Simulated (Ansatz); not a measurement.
## PbSe: the change of pressure with volume scale

All results are calculated (Ansatz 0.2.0). Free energy against uniform scaling of the volume at fixed shape and fractions; periodic cell, basis, potentials, k mesh and filling as listed.

The cell before it is scaled or strained (space group Fm-3m, No. 225):
```
cell vectors (Å)
   0.0000     3.0606     3.0606
   3.0606     0.0000     3.0606
   3.0606     3.0606     0.0000
atoms (fractions of the cell vectors)
Pb  0.00000  0.00000  0.00000
Se  0.50000  0.50000  0.50000
```

Settings of every row: functional r2SCAN; dispersion none; potentials PAW; wave cutoff 503.41 eV; density cutoff 2013.6 eV; k mesh 6x6x6; k shift 0x0x0; occupations fixed; smearing width 0 eV; spin none; SCF threshold exponent -9.

Limits: coarse k mesh, up to 40 meV an atom off; stress loosely converged; no spin-orbit coupling, which can matter with elements this heavy.

```
row  volume scale  V (Å³/atom)  pressure (GPa)  energy above lowest point (meV/atom)
  1          0.92       26.376            7.24                                  63.1
  2        0.9467       27.141            5.04                                  33.9
  3        0.9733       27.904            3.14                                  14.5
  4             1       28.669            1.48                                   3.5
  5        1.0267       29.435               ?                                     ?
  6        1.0533       30.198           -1.21                                   2.9
  7          1.08       30.963            -2.3                                  11.3
```

Question: what pressure should row 5 give?

Worked fit of pressure. Take u = (V_r/V)^(2/3) − 1 with V_r = 28.287 Å³ an atom, which is twice the finite (Eulerian) strain; such expansions in the strain, on which the Birch-Murnaghan equation of state is built, carry the rest volume and the bulk modulus. The shown rows have u = 0.04774, 0.02795, 0.00913, -0.0089, -0.04265, -0.05848. Least squares give pressure = 2.28 + 91.84 × u + 243.2 × u² + 201 × u³ GPa; a parabola predicts inner rows, each left out in turn, worse (root mean square 0.0089 against 0.0023 GPa). All shown rows lie on it to the printed digit. The pressure vanishes at u = -0.0267, or V = 29.46 Å³ an atom, and there the bulk modulus at fixed shape and fractions is B = −V dP/dV = (2/3)(1 + u) dP/du = 51.5 GPa. The withheld row has u = -0.02617, so the fit gives 2.28 + 91.84 × (-0.02617) + 243.2 × (-0.02617)² + 201 × (-0.02617)³ = 0.04 GPa.

The calculation gave 0.04 GPa. The fit meets it to the printed digit.

The other values of row 5: energy above lowest point 0 meV/atom.
